# Stochastic SCHA gradients from forces alone, with LaH$_{10}$ as the setting

Cubic LaH$_{10}$ (space group $Fm\bar 3m$) has eleven atoms per primitive cell: lanthanum on an fcc lattice and hydrogen on the $8c$ and $32f$ sites, forming a cage of 32 hydrogens around each lanthanum. Errea and co-workers calculated in 2020 that there is a pressure range where this structure is unstable on the static energy surface and is held in place by the quantum fluctuations of hydrogen. Their tool was the stochastic self-consistent harmonic approximation of Errea, Calandra and Mauri. Today I derive its central property: at fixed cell, both gradients of the trial free energy are averages of forces. No second or higher derivative of the energy is ever computed.

## Premises and conventions

1. The nuclei are distinguishable quantum particles on one Born–Oppenheimer surface, $H = K + V(\mathbf R)$, in a periodic supercell of fixed shape with $N_{\rm at}$ atoms.
2. The computed forces are the gradient of that surface, $f_a = -\partial V/\partial R_a$. An index $a$ combines atom and Cartesian direction.
3. $V$ is twice differentiable and grows no faster than a polynomial, so boundary terms against a Gaussian vanish.

The trial Hamiltonian is $\mathcal H = K + \tfrac12\sum_{ab}\Phi_{ab}u_au_b$ with $u_a = R_a-\mathcal R_a$. The centroids $\mathcal R$ and the symmetric matrix $\Phi$ are variational parameters. The matrix $D_{ab}=\Phi_{ab}/\sqrt{M_aM_b}$ has eigenvalues $\omega_\mu^2$ and real orthonormal eigenvectors $e_\mu$. All $\omega_\mu^2$ are positive except those of the three rigid translations, and a primed sum omits these. Units are eV, Å, u, K and cm$^{-1}$.

## Step 1: the functional

For any density matrix $\hat\rho$, the relative entropy with respect to the exact one, $e^{-\beta H}/Z$, is non-negative. Written out, this says $\mathrm{Tr}\,\hat\rho H + k_BT\,\mathrm{Tr}\,\hat\rho\ln\hat\rho \ge F$. Insert the thermal state of $\mathcal H$ and write $H = \mathcal H + V - V_{\mathcal H}$. The $\mathcal H$ part and the entropy combine to the harmonic free energy:

$$F \le \mathcal F(\mathcal R,\Phi) = F_{\mathcal H} + \langle V\rangle - \langle V_{\mathcal H}\rangle,\qquad F_{\mathcal H} = k_BT{\sum_\mu}'\ln\left[2\sinh\frac{\hbar\omega_\mu}{2k_BT}\right]. \tag{1}$$

Both averages involve positions only, so we need only the position distribution of the trial state.

## Step 2: the distribution is Gaussian

Take one mode with mass-scaled coordinate $q=\ell(\hat a+\hat a^\dagger)$, $\ell^2=\hbar/2\omega$. The commutator $[\hat a,\hat a^\dagger]=1$ is a number, so $e^{ikq}=e^{-k^2\ell^2/2}e^{ik\ell \hat a^\dagger}e^{ik\ell \hat a}$. Only terms with equal powers survive the thermal trace. With populations $(1-x)x^j$, $x=e^{-\beta\hbar\omega}$, one has $\langle \hat a^{\dagger m}\hat a^m\rangle=\sum_j(1-x)x^j\,j!/(j-m)! = m!\,n^m$, where $n=x/(1-x)$. The series is $\sum_m(-k^2\ell^2n)^m/m!$, and therefore $\langle e^{ikq}\rangle=\exp[-\tfrac12k^2\ell^2(2n+1)]$. That is the characteristic function of a Gaussian. The modes are independent, so $u$ is Gaussian with zero mean and

$$\Psi_{ab}=\langle u_au_b\rangle=\frac{1}{\sqrt{M_aM_b}}{\sum_\mu}' g(\omega_\mu^2)\,e_\mu^ae_\mu^b,\qquad g(\omega^2)=\frac{\hbar}{2\omega}\coth\frac{\hbar\omega}{2k_BT}. \tag{2}$$

The density is $\rho(u)\propto\exp(-\tfrac12u^{T}\Psi^{-1}u)$, its Fourier transform is $\tilde\rho(k)=\exp(-\tfrac12k^T\Psi k)$, and $\langle V_{\mathcal H}\rangle=\tfrac12\mathrm{Tr}\,\Phi\Psi$.

## Step 3: the centroid gradient

At fixed $\Phi$, neither $F_{\mathcal H}$ nor $\tfrac12\mathrm{Tr}\,\Phi\Psi$ depends on $\mathcal R$. In $\langle V\rangle=\int du\,\rho(u)V(\mathcal R+u)$ the centroid appears only in $V$. Differentiating under the integral,

$$\frac{\partial\mathcal F}{\partial\mathcal R_a}=-\langle f_a\rangle=-\langle f_a-f^{\mathcal H}_a\rangle,\qquad f^{\mathcal H}=-\Phi u. \tag{3}$$

The second form holds because $\langle u\rangle=0$. In cubic LaH$_{10}$ symmetry fixes La and the $8c$ hydrogens, so (3) has one independent component, the parameter $x$ of the $32f$ site $(x,x,x)$.

## Step 4: the variation with respect to $\Phi$

There are three pieces. First, cyclicity of the trace gives $d\,\mathrm{Tr}\,e^{-\beta\mathcal H}=-\beta\,\mathrm{Tr}\,(d\mathcal H\,e^{-\beta\mathcal H})$, so $dF_{\mathcal H}=\langle d\mathcal H\rangle=\tfrac12\mathrm{Tr}\,\Psi\,d\Phi$. Second, $d\langle V_{\mathcal H}\rangle=\tfrac12\mathrm{Tr}\,\Psi\,d\Phi+\tfrac12\mathrm{Tr}\,\Phi\,d\Psi$. Third, $d\tilde\rho=-\tfrac12\sum_{ab}k_ak_b\,d\Psi_{ab}\,\tilde\rho$, and $-k_ak_b$ is the Fourier image of $\partial_a\partial_b$, so $d\rho=\tfrac12\sum_{ab}d\Psi_{ab}\,\partial_a\partial_b\rho$. Two integrations by parts move both derivatives onto $V$, with sign $(-1)^2$, and give $d\langle V\rangle=\tfrac12\mathrm{Tr}\,\langle V''\rangle d\Psi$. The $d\Phi$ terms cancel in (1):

$$d\mathcal F=\tfrac12\,\mathrm{Tr}\,[\,G\,d\Psi\,],\qquad G_{ab}=\left\langle\frac{\partial^2V}{\partial R_a\partial R_b}\right\rangle-\Phi_{ab}. \tag{4}$$

> **Question.** You vary $\Phi$, but (4) contains $d\Psi$. Could $\mathcal F$ be stationary with $G\ne0$?

No. By (2), $M^{1/2}\Psi M^{1/2}=g(D)$. For a power, $d(D^m)=\sum_jD^j\,dD\,D^{m-1-j}$, whose element in the eigenbasis is $dD_{\mu\nu}$ times the divided difference of the power. By linearity and polynomial approximation the same holds for $g$. With $\tilde G=M^{-1/2}GM^{-1/2}$,

$$d\mathcal F=\tfrac12{\sum_{\mu\nu}}'\Lambda_{\mu\nu}\tilde G_{\mu\nu}\,dD_{\mu\nu},\qquad \Lambda_{\mu\nu}=\frac{g(\omega_\mu^2)-g(\omega_\nu^2)}{\omega_\mu^2-\omega_\nu^2}, \tag{5}$$

where $\Lambda=dg/d\omega^2$ for equal frequencies. Both $1/\omega$ and the hyperbolic cotangent decrease strictly, so every $\Lambda_{\mu\nu}$ is negative. Stationarity therefore requires $G=0$, which is the self-consistent phonon condition $\Phi=\langle V''\rangle$. Also, the step $d\Phi=\lambda G$ with small $\lambda>0$ gives $d\mathcal F=\tfrac12\lambda\sum'\Lambda_{\mu\nu}\tilde G_{\mu\nu}^2\le0$. So $G$ itself is a descent direction.

## Step 5: removing the second derivative

The Gaussian obeys $\partial_a\rho=-\sum_c(\Psi^{-1})_{ac}u_c\,\rho$. For any observable $O$ allowed by premise 3, one integration by parts gives $\langle\partial_aO\rangle=-\int O\,\partial_a\rho=\sum_c(\Psi^{-1})_{ac}\langle u_cO\rangle$. Choose $O=\partial_bV=-f_b$:

$$\left\langle\frac{\partial^2V}{\partial R_a\partial R_b}\right\rangle=-\sum_c(\Psi^{-1})_{ac}\langle u_cf_b\rangle. \tag{6}$$

Apply the right side to the trial force: $-\Psi^{-1}\langle u\,(f^{\mathcal H})^T\rangle=\Psi^{-1}\Psi\Phi=\Phi$. Subtracting,

$$G_{ab}=-\sum_c(\Psi^{-1})_{ac}\left\langle u_c\,(f_b-f_b^{\mathcal H})\right\rangle. \tag{7}$$

One draws $N$ configurations from $\rho$, computes their forces once, and replaces the brackets in (3) and (7) by sample means. The sample mean of (7) is not symmetric in $a,b$, although its expectation is, so one symmetrises it and averages it over the space group.

> **Question.** $\Psi$ has three zero modes. What does $\Psi^{-1}$ mean?

It means the inverse on the vibrational subspace, $\Upsilon_{ab}=\sqrt{M_aM_b}\sum'_\mu e^a_\mu e^b_\mu/g(\omega^2_\mu)$. Integrating by parts along each vibrational coordinate gives $\langle u_cO\rangle=\sum_d\Psi_{cd}\langle\partial_dO\rangle$, which needs no inverse. Hence $-\Upsilon\langle uf^T\rangle=\Upsilon\Psi\langle V''\rangle$, with $\Upsilon\Psi=M^{1/2}(1-P)M^{-1/2}$ and $P$ the projector on the translation eigenvectors. These eigenvectors are $M^{1/2}t$ with $t$ a uniform shift, so $PM^{-1/2}V''$ is built from $t^TV''$, which is zero by translational invariance. Equation (6) holds unchanged, and so does (7) for a $\Phi$ that obeys the acoustic sum rule.

> **Question.** Subtracting $f^{\mathcal H}$ adds zero in (3) and a known constant in (7). Why do it?

It changes the variance. If $V$ were exactly harmonic about the centroid with matrix $\Phi_0$, then $f-f^{\mathcal H}=-(\Phi_0-\Phi)u$ would vanish at the solution for every single configuration. The noise then comes from the anharmonic part of the force only. Without the subtraction, the sampling noise of $\langle uu^T\rangle$, multiplied by the force constants of the stiffest hydrogen modes, enters the estimate of $G$.

## Step 6: reweighting

After a step the parameters are new but the configurations $\mathbf R_I$ came from the old density. Since $\rho_{\rm old}>0$ everywhere,

$$\langle O\rangle_{\rm new}=\langle wO\rangle_{\rm old},\qquad w=\frac{\rho_{\rm new}}{\rho_{\rm old}},\qquad \hat O=\frac{\sum_Iw_IO_I}{\sum_Iw_I}. \tag{8}$$

The forces $f(\mathbf R_I)$ are reused. The quantities $u$, $f^{\mathcal H}$ and $\Psi^{-1}$ are re-evaluated with the new parameters.

Let $\mu=\langle O\rangle_{\rm new}$ and write $\hat O-\mu=A/B$ with $A=N^{-1}\sum w_I(O_I-\mu)$ and $B=N^{-1}\sum w_I$. The expectations are $0$ and $1$, and both fluctuate as $N^{-1/2}$. Expanding $1/B\approx 1-(B-1)$ gives a bias $-\mathrm{Cov}(A,B)=-\langle w^2(O-\mu)\rangle_{\rm old}/N$ and a leading variance $\langle w^2(O-\mu)^2\rangle_{\rm old}/N$. The bias is of order $1/N$ and falls faster than the standard error. Define the normalised density $\rho_*=\rho_{\rm new}^2/(\rho_{\rm old}\langle w^2\rangle_{\rm old})$. By the law of large numbers, $\sum w/N\to1$ and $\sum w^2/N\to\langle w^2\rangle_{\rm old}$, so

$$N_{\rm eff}=\frac{(\sum_Iw_I)^2}{\sum_Iw_I^2}\to\frac{N}{\langle w^2\rangle_{\rm old}},\qquad \mathrm{Var}\,\hat O\to\frac{\langle(O-\mu)^2\rangle_*}{N_{\rm eff}}. \tag{9}$$

The statistical error is thus of order $N_{\rm eff}^{-1/2}$. Its prefactor is the spread of $O$ about $\mu$ under $\rho_*$, and it equals the ordinary standard deviation only when $\rho_*\approx\rho_{\rm new}$.

For Gaussians the limit is explicit. Choose linear coordinates in which $\Psi_{\rm old}$ is the unit matrix and $\Psi_{\rm new}$ is diagonal with entries $r_k$, and let $d_k$ be the centroid shift. For one coordinate $y$,
$$\frac{\rho_{\rm new}^2}{\rho_{\rm old}}=\frac{1}{r\sqrt{2\pi}}\exp\left[-\frac{(y-d)^2}{r}+\frac{y^2}{2}\right].$$
The coefficient of $-y^2$ is $(2-r)/2r$, so the integral exists only for $r<2$. Completing the square gives $[r(2-r)]^{-1/2}\exp[d^2/(2-r)]$, and $\rho_*$ has variance $r/(2-r)$. The coordinates factorise:

$$\frac{N_{\rm eff}}{N}\to\prod_k\sqrt{1-(r_k-1)^2}\;\exp\left[-\frac{d_k^2}{2-r_k}\right]. \tag{10}$$

> **Question.** For a finite sample $N_{\rm eff}$ is always at least one. How would I see the divergence at $r=2$?

From $N_{\rm eff}$ alone you may not see it. The large weights sit in tails that the old ensemble rarely visits. The sample value of $\sum w^2/N$ has finite variance only if $\int\rho_{\rm new}^4/\rho_{\rm old}^3$ exists, which requires $4/r>3$, that is $r<4/3$. The $r_k$ follow from the two known matrices, so (10) can be evaluated directly as a control.

## Range of validity

Equations (3), (4), (6) and (7) are exact properties of the functional (1) under the three premises. Equations (9) and (10) are large-$N$ limits and require all $r_k<2$. The limits of use are the following.

- The functional is an upper bound built on one Gaussian. It does not describe hydrogen diffusion, nuclear exchange, free molecular rotation or the two-peaked density of a deep double well. $\mathcal F$ need not be convex, so a zero gradient may be a local minimum only.
- $\Phi$ is positive on the vibrational subspace by construction, so it cannot signal a structural instability. Stability is decided by the curvature of $\mathcal F$ in $\mathcal R$ with $\Phi$ re-optimised. The response of $\Psi$ to a centroid shift brings in $\langle V'''\rangle$. The $\omega_\mu$ are auxiliary frequencies and need not be spectral peaks.
- The cell is fixed. Relaxation at a target pressure also needs the averaged electronic stress, which forces do not supply.
- Force noise of zero mean that is uncorrelated with $u$ only adds variance. A non-conservative force field violates premise 2; the right side of (6) is then $-\langle\partial_af_b\rangle$, and its antisymmetric part is the averaged curl. With electronic smearing, $V$ is the functional whose gradient the forces are.
- Nuclear repulsion violates premise 3 where two nuclei meet. A $1/r^2$ force is integrable in three dimensions but its square is not, so the force variance formally diverges. The size of the weight there is given below.

## Numerical illustration

I model one soft hydrogen coordinate of the cage by $V=\tfrac12au^2+\tfrac14bu^4$. The inputs are illustrative choices, fitted to nothing: $M=1.008$ u, $a=-1.0$ eV/Å$^2$, $b=30$ eV/Å$^4$, $T=200$ K. Then $\hbar^2/M=4.147$ meV Å$^2$ and $k_BT=17.23$ meV. The harmonic frequency is imaginary, $519i$ cm$^{-1}$. The static minima lie at $|u|=\sqrt{-a/b}=0.183$ Å and are $a^2/4b=8.3$ meV deep.

At $\mathcal R=0$, $\langle V''\rangle=a+3b\Psi$. The condition $M\omega^2=a+3b\Psi(\omega)$ has the root $\hbar\omega=77.69$ meV, or $627$ cm$^{-1}$, with $n=0.011$, $\Phi=1.4555$ eV/Å$^2$, $\Psi=0.02728$ Å$^2$ and $\sqrt\Psi=0.165$ Å. From (1), with $\langle V\rangle=\tfrac12a\Psi+\tfrac34b\Psi^2$, $\mathcal F=38.7+3.1-19.9=21.9$ meV.

Equation (3) gives $\partial\mathcal F/\partial\mathcal R=a\mathcal R+b\mathcal R^3+3b\Psi\mathcal R$. At $\mathcal R=0.05$ Å with the same $\Psi$ this is $+0.077$ eV/Å, whereas the static slope is $-0.046$ eV/Å. Fluctuations reverse the sign and restore the symmetric site. Since the optimal $\Psi$ is even in $\mathcal R$, the curvature at $\mathcal R=0$ equals $\Phi$ in this model.

Now the noise. Put $u=\sqrt\Psi z$ with $z$ standard normal, moments $\langle z^2\rangle,\langle z^4\rangle,\langle z^6\rangle,\langle z^8\rangle=1,3,15,105$, and $s=b\Psi=0.8185$ eV/Å$^2$. At the solution $a-\Phi=-3s$.

| Estimator per configuration | Expression | Variance | Standard deviation |
|---|---|---|---|
| force, raw | $-\sqrt\Psi(az+sz^3)$ | $\Psi(a^2+6as+15s^2)$ | 0.409 eV/Å |
| force, subtracted | $\sqrt\Psi\,s(3z-z^3)$ | $6\Psi s^2$ | 0.331 eV/Å |
| (6), raw | $az^2+sz^4$ | $2a^2+24as+96s^2$ | 6.83 eV/Å$^2$ |
| (7), subtracted | $s(z^4-3z^2)$ | $42s^2$ | 5.30 eV/Å$^2$ |
| direct $V''$ | $a+3sz^2$ | $18s^2$ | 3.47 eV/Å$^2$ |

The mean of the third row is $a+3s$, equal to that of the last row, which verifies (6). Here, working with forces costs a factor $42/18=2.33$ in samples relative to evaluating $V''$. In a supercell one force calculation returns all components, while a finite-difference Hessian needs of order $3N_{\rm at}$ force calculations per configuration.

With $N=1000$ drawn at the solution, the standard error of $G$ is $0.168$ eV/Å$^2$. The root of the sampled equation moves by this amount divided by $|dG/d\Phi|$. Differentiating (2) gives $3b\,d\Psi/d\Phi=-0.927$, so $|dG/d\Phi|=1.927$, $\delta\Phi=0.087$ eV/Å$^2$, and $\delta\omega/\omega=\delta\Phi/2\Phi=3.0\,\%$, or $19$ cm$^{-1}$. The same slope sets the Newton step, $\lambda=1/1.927=0.52$.

> **Question.** Does symmetry not reduce that?

It depends on the estimator. Adding the inverted configuration $-u$ cancels the odd force exactly and leaves the even estimator (7) unchanged. In the real supercell, lattice translations and point operations map equivalent elements onto one another. The variance falls by at most the number of images when these are uncorrelated or positively correlated. The 19 cm$^{-1}$ holds for one coordinate without such help.

For reweighting, count modes. A $2\times2\times2$ supercell of LaH$_{10}$ has 88 atoms and 261 vibrational modes; a $3\times3\times3$ supercell has 297 atoms and 888 modes. Let every variance change by the same fraction $\epsilon=|r-1|$ with no centroid shift. For modes with $\hbar\omega\gg k_BT$, $r=\omega_{\rm old}/\omega_{\rm new}$ if the eigenvectors do not change. Equation (10) becomes $(1-\epsilon^2)^{m/2}$ for $m$ modes:

| $\epsilon$ | $m=261$ | $m=888$ |
|---|---|---|
| 0.02 | 0.95 | 0.84 |
| 0.05 | 0.72 | 0.33 |
| 0.10 | 0.27 | 0.012 |

Half the ensemble is lost at $\epsilon=\sqrt{1-2^{-2/m}}$, which is $7.28\,\%$ and $3.95\,\%$. The distance that one ensemble allows shrinks as $m^{-1/2}$.

Take the smaller cell, $N=1000$, $\epsilon=0.10$, and let the model coordinate be uncoupled from the others. Then $N_{\rm eff}=269$, and scaling by $N_{\rm eff}^{-1/2}$ alone turns 19 into $36$ cm$^{-1}$. Equation (9) corrects this. Under $\rho_*$ the variance of $z$ is $\kappa=1/(2-r)$, and $\langle(z^4-3z^2)^2\rangle_*=105\kappa^4-90\kappa^3+27\kappa^2$. Relative to 42 this is $1.66$ for $r=1.1$ and $0.63$ for $r=0.9$. The standard errors are $47$ and $29$ cm$^{-1}$. $N_{\rm eff}$ is the same in both cases, but an old ensemble that is wider than the target samples the tails where this estimator is large, and a narrower one misses them.

> **Question.** How do these statistical errors compare with what the Gaussian ansatz leaves out?

At the solution $V-V_{\mathcal H}-\langle V-V_{\mathcal H}\rangle=\alpha(z^4-6z^2+3)$ with $\alpha=b\Psi^2/4=5.58$ meV. The polynomial has variance 24, so the standard error of $\mathcal F$ for $N=1000$ is $\alpha\sqrt{24/1000}=0.86$ meV. Since $n\ll1$, treat the trial state as the ground state. The residual couples it only to the level $4\hbar\omega$ above, with matrix element $\alpha\sqrt{24}$, and second order lowers the energy by $24\alpha^2/4\hbar\omega=2.4$ meV. The higher orders are not small here, so read this as a scale of a few meV. It exceeds the statistical error and is a sizeable fraction of the 8.3 meV well depth. More configurations do not reduce it.

Finally, the Coulomb caveat. Take a typical nearest H–H distance of about 1.1 Å and give both atoms the independent width $\sqrt\Psi$ of the soft coordinate, so that the relative variance is $2\Psi$. The density at contact, relative to its peak, is $\exp[-(1.1\,\text{Å})^2/4\Psi]=1.5\times10^{-5}$, and it is smaller if the stretch coordinate is stiffer. Sample error bars stay meaningful as long as no configuration comes close to contact, and the shortest H–H distance in the ensemble should be inspected whenever $\Psi$ grows during the minimisation.